\subsection*{Franck--Condon blockade of sequential tunnelling through a vacancy level: solution}

\paragraph{(a) Premises and conventions.}
One spinless orbital ($n=d^\dagger d$) couples linearly to one harmonic mode and by tunnelling to two electrodes $\alpha=L,R$:
\begin{equation}
H=\varepsilon_0 n+\hbar\omega\, b^\dagger b+\lambda\hbar\omega\,(b+b^\dagger)\,n
+\sum_{k\alpha}\xi_{k\alpha}c^\dagger_{k\alpha}c_{k\alpha}
+\sum_{k\alpha}\left(t_{k\alpha}\,d^\dagger c_{k\alpha}+\mathrm{h.c.}\right),
\label{H}
\end{equation}
with real $\lambda$ and Huang--Rhys factor $g=\lambda^2$. The widths $\Gamma_\alpha=2\pi\sum_k|t_{k\alpha}|^2\delta(E-\xi_{k\alpha})$ are energies, and $\Gamma=\Gamma_L+\Gamma_R$. Here $e>0$, $eV=\mu_L-\mu_R\ge0$, $I$ is $e$ times the net electron flux from $L$ to $R$, and $f(E)=1/(e^{E/k_BT}+1)$. The premises are: (P1) $\Gamma_\alpha$ depends on neither energy nor bias; (P2) $\Gamma\ll k_BT,\hbar\omega$, so tunnelling is treated in lowest order; (P3) the mode relaxes to the lattice temperature in a time $\tau$ with $\Gamma\tau/\hbar\ll1$ and $\omega\tau\gg1$; (P4) the relaxed level $\varepsilon$ defined below is centred, $\mu_{L,R}=\varepsilon\pm eV/2$.

\paragraph{(b) Polaron transformation.}
Take the Lang--Firsov generator $S=\lambda n(b^\dagger-b)$. Since $[S,b]=-\lambda n$ commutes with $S$, $e^Sbe^{-S}=b-\lambda n$. Since $[S,d^\dagger]=\lambda(b^\dagger-b)\,d^\dagger$, the commutator series exponentiates: $e^Sd^\dagger e^{-S}=d^\dagger X$ with $X=e^{\lambda(b^\dagger-b)}$. Using $n^2=n$,
\begin{equation}
\hbar\omega(b^\dagger-\lambda n)(b-\lambda n)+\lambda\hbar\omega\, n\,(b+b^\dagger-2\lambda n)=\hbar\omega\, b^\dagger b-g\hbar\omega\, n .
\end{equation}
The isolated trap therefore has states $|n,q\rangle$ with energies $n\varepsilon+q\hbar\omega$, where $\varepsilon=\varepsilon_0-g\hbar\omega$ and $g\hbar\omega$ is the lattice relaxation energy. The tunnelling term becomes $t_{k\alpha}d^\dagger X c_{k\alpha}+\mathrm{h.c.}$

\paragraph{(c) Franck--Condon factors.}
Define $M_{q'q}=\langle q'|X|q\rangle$. Because $[b^\dagger,b]=-1$ is a number, $X=e^{-g/2}e^{\lambda b^\dagger}e^{-\lambda b}$. With $e^{-\lambda b}|0\rangle=|0\rangle$ and $(b^\dagger)^q|0\rangle=\sqrt{q!}\,|q\rangle$,
\begin{equation}
M_{q0}=e^{-g/2}\frac{\lambda^q}{\sqrt{q!}},\qquad |M_{q0}|^2=e^{-g}\frac{g^q}{q!}.
\label{poisson}
\end{equation}
The adjoint $X^\dagger$ is $X$ with $\lambda\to-\lambda$, which parity ($b\to-b$) undoes. Hence $|\langle q'|X^\dagger|q\rangle|=|M_{q'q}|$, and capture and emission carry the same factors.

\paragraph{(d) Sequential rates.}
An electron captured from lead $\alpha$ while $q\to q'$ must have $\xi=\varepsilon+(q'-q)\hbar\omega$. An emitted one arrives with $\xi=\varepsilon-(q'-q)\hbar\omega$ and needs an empty state. The golden rule, summed over $k$, gives
\begin{align}
W^{0\to1}_{\alpha,q\to q'}&=\frac{\Gamma_\alpha}{\hbar}|M_{q'q}|^2 f\big(\varepsilon+(q'-q)\hbar\omega-\mu_\alpha\big),\\
W^{1\to0}_{\alpha,q\to q'}&=\frac{\Gamma_\alpha}{\hbar}|M_{q'q}|^2\left[1-f\big(\varepsilon-(q'-q)\hbar\omega-\mu_\alpha\big)\right].
\end{align}

\paragraph{(e) Fast relaxation.}
No escape rate exceeds $\Gamma/\hbar$, because $\sum_{q'}|M_{q'q}|^2=1$. The chance of a second hop before the mode has relaxed is thus of order $\Gamma\tau/\hbar$ at most. By (P3) every hop starts from the thermal distribution $p_q=(1-e^{-x})e^{-qx}$, $x=\hbar\omega/k_BT$, and only the probability of emitting a net number $k$ of quanta enters, $P_k=\sum_q p_q|M_{q+k,q}|^2$. Inserting a complete set of oscillator states, with $u=e^{-i\omega t}$ and $b(t)=bu$,
\begin{equation}
\sum_k P_k u^k=\langle X^\dagger(t)X(0)\rangle=\langle e^{C_1}e^{C_2}\rangle,\qquad C_1=-\lambda(b^\dagger u^*-bu),\quad C_2=\lambda(b^\dagger-b).
\end{equation}
Here $[C_1,C_2]=g(u-u^*)$, so $e^{C_1}e^{C_2}=e^{C}e^{g(u-u^*)/2}$ with $C=\lambda[b^\dagger(1-u^*)-b(1-u)]$. The thermal state is Gaussian, so $\langle e^C\rangle=e^{\langle C^2\rangle/2}$, and $\langle C^2\rangle=-g(2N+1)(2-u-u^*)$ with $N=1/(e^x-1)$. Collecting the exponents,
\begin{equation}
\sum_kP_ku^k=\exp\left[-g(2N+1)+g(N+1)u+gNu^{-1}\right].
\end{equation}
This correlator is the factor that dresses the lesser and greater Green functions of the level with vibrational sidebands. The generating function $e^{z(s+1/s)/2}=\sum_kI_k(z)s^k$ of the modified Bessel functions, with $s=ue^{x/2}$ and $(N+1)/N=e^x$, yields
\begin{equation}
P_k=e^{-g(2N+1)}\,e^{kx/2}\,I_k(z),\qquad z=2g\sqrt{N(N+1)} .
\label{Pk}
\end{equation}
For $N\to0$, $I_k(z)\to(z/2)^k/k!$ for $k\ge0$, so \eqref{Pk} reduces to \eqref{poisson}, and $P_{k<0}=e^{-|k|x}P_{|k|}\to0$.

\paragraph{(f) Stationary current.}
Insert (P4) and use $1-f(E)=f(-E)$. With
\begin{equation}
A=\sum_kP_kf(k\hbar\omega-eV/2),\qquad B=\sum_kP_kf(k\hbar\omega+eV/2),
\end{equation}
capture from $L$ and emission to $R$ have rates $\Gamma_LA/\hbar$ and $\Gamma_RA/\hbar$; capture from $R$ and emission to $L$ have $\Gamma_RB/\hbar$ and $\Gamma_LB/\hbar$. Balance of the occupation probabilities, $\pi_0(\Gamma_LA+\Gamma_RB)=\pi_1(\Gamma_RA+\Gamma_LB)$ with $\pi_0+\pi_1=1$, gives
\begin{equation}
\pi_1=\frac{\Gamma_LA+\Gamma_RB}{\Gamma(A+B)},\qquad \pi_0=\frac{\Gamma_RA+\Gamma_LB}{\Gamma(A+B)} .
\end{equation}
At the left junction $I=(e\Gamma_L/\hbar)(A\pi_0-B\pi_1)$. The terms $\Gamma_LAB$ cancel and $\Gamma_R(A^2-B^2)$ remains in the numerator, so
\begin{equation}
I=I_0\,(A-B),\qquad I_0=\frac{e}{\hbar}\frac{\Gamma_L\Gamma_R}{\Gamma}.
\label{IT}
\end{equation}
At large bias $A\to1$ and $B\to0$: $I_0$ is the saturation current of the level without vibronic coupling.

\paragraph{(g) The staircase.}
At low temperature only $k\ge0$ contributes. Then $B\to0$ once $eV\gg k_BT$, and $f(k\hbar\omega-eV/2)$ is 1 for $k\hbar\omega<eV/2$ and 0 above. Therefore
\begin{equation}
\boxed{\,I=\frac{e}{\hbar}\frac{\Gamma_L\Gamma_R}{\Gamma}\,S_n,\qquad S_n=e^{-g}\sum_{q=0}^{n}\frac{g^q}{q!},\qquad 2n\hbar\omega<eV<2(n+1)\hbar\omega\,}
\label{stair}
\end{equation}
Repeated integration by parts shows $S_n=\frac1{n!}\int_g^\infty t^ne^{-t}\,dt$. Three consequences follow.
\begin{itemize}
\item For $eV<2\hbar\omega$ the current is $I_0e^{-g}$, although the level lies inside the bias window. This is the Franck--Condon blockade described by Koch and von Oppen (2005).
\item Steps lie $2\hbar\omega/e$ apart, since each chemical potential moves by $eV/2$. The step at $eV=2n\hbar\omega$ has height $I_0|M_{n0}|^2$, and successive heights have the ratio $g/n$. They grow until $n\approx g$.
\item The weights \eqref{poisson} have mean $g$ and variance $g$. The blockade is lifted around $eV=2g\hbar\omega$, with standard deviation $2\sqrt g\,\hbar\omega$. At that bias the window spans both vertical transitions, capture at $\varepsilon+g\hbar\omega$ and emission at $\varepsilon-g\hbar\omega$.
\end{itemize}

\paragraph{(h) Range of validity.}
\emph{Temperature.} The function $-f'(E)\propto\cosh^{-2}(E/2k_BT)$ has full width $4\,\mathrm{arcosh}(\sqrt2)\,k_BT$, and the argument is $eV/2$, so each step with $n\ge1$ is a $dI/dV$ peak of width $7.05\,k_BT/e$. At the middle of the first plateau, $eV=\hbar\omega$, the Fermi tail of the next sideband adds the fraction $ge^{-x/2}$, and $I_0(z)\simeq1+z^2/4$ (the Bessel function) raises $P_0$ by $g^2N$. Both are small if $ge^{-x/2}\ll1$, which is stricter than $k_BT\ll\hbar\omega$. Otherwise \eqref{IT} applies.

\emph{Cotunnelling.} In next order an electron passes from $L$ to $R$ at energy $E=\varepsilon+\delta$ and leaves charge and mode unchanged. The amplitude is $t_Lt_R^*\sum_q|M_{q0}|^2/(\delta-q\hbar\omega)$ for the empty trap and has denominators $\delta+q\hbar\omega$ for the filled one. The pole at $q=0$ is the sequential process already counted. The remainder has magnitude close to $a/\hbar\omega$ in both charge states, with $a=\sum_{q\ge1}|M_{q0}|^2/q\approx1/g$, because the dominant $q\hbar\omega$ far exceed $|\delta|$. The golden rule gives the rate $(\Gamma_L\Gamma_R/2\pi\hbar)\int d\delta\,(a/\hbar\omega)^2$ over a window $eV$, so
\begin{equation}
\frac{I_{\rm cot}}{I}\simeq\frac{\Gamma\,eV\,a^2}{2\pi(\hbar\omega)^2S_n}.
\label{cot}
\end{equation}
Cotunnelling is suppressed by $g^{-2}$ and not by $e^{-g}$, so on the first plateau (P2) does not suffice and \eqref{cot} must be small as well. Inelastic cotunnelling opens at $eV=\hbar\omega$.

\emph{Relaxation.} On the first plateau at low temperature no quantum is excited and \eqref{stair} holds for any $\tau$. On higher plateaus the correction is of order $\Gamma\tau/\hbar$. Damping also gives the one-quantum sideband a width $\hbar/\tau$. A Lorentzian has the weight $(\hbar/\tau)/2\pi\Delta$ beyond a detuning $\Delta$ on one side, which adds about $g/(\pi\omega\tau)$ at $\Delta=\hbar\omega/2$.

\emph{Spin and charge.} If the empty state is a singlet, the filled one a doublet and double occupation is excluded, capture doubles and the low-temperature prefactor becomes $2\Gamma_L\Gamma_R/(2\Gamma_L+\Gamma_R)$, which is $4/3$ of the spinless one for equal widths. A second charge transition must stay outside the window. This is a real restriction for a vacancy, because the same transformation applied to two electrons lowers the repulsion to $U-2g\hbar\omega$.

\emph{Energy-dependent widths.} Without (P1) the low-temperature steps above give $I=(e/\hbar)\,\Sigma_L\Sigma_R/(\Sigma_L+\Sigma_R)$, with $\Sigma_{L}=\sum_{q\le n}|M_{q0}|^2\Gamma_{L}(\varepsilon+q\hbar\omega)$ and $\Sigma_{R}=\sum_{q\le n}|M_{q0}|^2\Gamma_{R}(\varepsilon-q\hbar\omega)$. The step positions stay and the heights change.

\emph{Geometry and mode.} Off centre, capture and emission have separate thresholds. Equal curvature in both charge states and a single frequency are assumed.

\paragraph{(i) Illustration: oxygen vacancy in HfO$_2$.}
Place the vacancy at the mid-plane of a $d=4$ nm film between identical metals, with $\varepsilon$ at the zero-bias Fermi level. The linear potential drop then realises (P4) and $\Gamma_L=\Gamma_R$. The inputs are typical or approximate: $g=17$, $\hbar\omega=70$ meV, depth $\Phi=2.0$ eV of $\varepsilon$ below the conduction band, tunnelling mass $m^*=0.2\,m_e$, $\tau=1$ ps. Then $\kappa=\sqrt{2m^*\Phi}/\hbar=3.24$ nm$^{-1}$ and the attenuation over half the film is $e^{-\kappa d}=2.4\times10^{-6}$. Multiplied by an electronic scale of order 1 eV this suggests widths of order $\mu$eV, and we assume $\Gamma_L=\Gamma_R=1\ \mu$eV. It follows that $I_0=1.2\times10^{-10}$ A and $g\hbar\omega=1.19$ eV. Equation \eqref{stair} gives, for plateaus starting at $V_n=2n\hbar\omega/e$:
\begin{center}
\begin{tabular}{cccc}
$n$ & $V_n$ (V) & $S_n$ & $I$ (A)\\ \hline
0 & 0 & $4.14\times10^{-8}$ & $5.0\times10^{-18}$\\
1 & 0.14 & $7.45\times10^{-7}$ & $9.1\times10^{-17}$\\
5 & 0.70 & $6.75\times10^{-4}$ & $8.2\times10^{-14}$\\
10 & 1.40 & $4.91\times10^{-2}$ & $6.0\times10^{-12}$\\
16 & 2.24 & 0.468 & $5.7\times10^{-11}$\\
17 & 2.38 & 0.564 & $6.9\times10^{-11}$\\
21 & 2.94 & 0.861 & $1.0\times10^{-10}$
\end{tabular}
\end{center}
The model's first plateau carries 31 electrons per second. It crosses $I_0/2$ at 2.38 V, with a standard deviation of 0.58 V. The neglected terms have these sizes.
\begin{itemize}
\item Relaxation: $\Gamma\tau/\hbar=3.0\times10^{-3}$, $\hbar/\tau=0.66$ meV and $g/(\pi\omega\tau)=0.05$.
\item Temperature: at 77 K, $ge^{-x/2}=0.087$, $g^2N=7.6\times10^{-3}$ and the steps are 47 mV wide. Equation \eqref{IT} at $eV=\hbar\omega$ gives $1.08\,I_0e^{-g}$. At 300 K, $N=0.071$ and $g^2N=21$. The same bias gives $2.2\times10^{2}\,I_0e^{-g}=1.1$ fA, the low plateaus are gone, and strong suppression remains.
\item Cotunnelling: $a=0.0628$. Equation \eqref{cot} gives 0.43 at $eV=\hbar\omega$, that is 2.2 aA, and about 0.07 at $eV=3\hbar\omega$. The first plateau is therefore tilted and its tabulated value is good to a factor of about 1.5 at best. The ratio falls in proportion to $\Gamma$.
\item Barrier shape: at $V=2.38$ V and $q=17$ the barrier falls linearly from $\Phi$ to $\Phi-1.19$ eV for capture, and from $\Phi+1.19$ eV to $\Phi$ for emission. The WKB factor $\exp(-2\int\kappa\,ds)$ over 2 nm changes by 8.9 and 0.17 relative to zero bias. The last rows of the table are thus uncertain by a factor of several, against a Franck--Condon rise of seven orders of magnitude.
\item Direct tunnelling in parallel: with $T(k_\parallel)\simeq e^{-2\kappa d}e^{-dk_\parallel^2/\kappa}$ and $\int d^2k_\parallel/(2\pi)^2\,e^{-dk_\parallel^2/\kappa}=\kappa/4\pi d$, the conductance per area is $(2e^2/h)(\kappa/4\pi d)e^{-2\kappa d}$ for a unit prefactor. At 70 mV this gives 1.9 aA/nm$^2$, which equals the first plateau for an area of only 2.6 nm$^2$.
\end{itemize}
All these numbers belong to the model. The pair $g$, $\hbar\omega$ was chosen to reproduce the relaxation energy of about 1.2 eV typical of multiphonon descriptions of this trap, so no agreement is claimed for it. As typical knowledge, the vacancy couples to a broad band of modes, films show smooth leakage without steps, and the field of 6 MV/cm needed at 2.38 V is comparable with usual breakdown fields of roughly 4 to 6 MV/cm. In a capacitor of practical area the low-bias current lies orders of magnitude above the single-trap values, as the direct-tunnelling estimate shows. What survives a spread of frequencies is the envelope. For independent modes the correlators of part (e) multiply, so the suppression is $e^{-\sum_jg_j}$ and the lifting is centred on twice the total relaxation energy, $eV=2\sum_jg_j\hbar\omega_j$.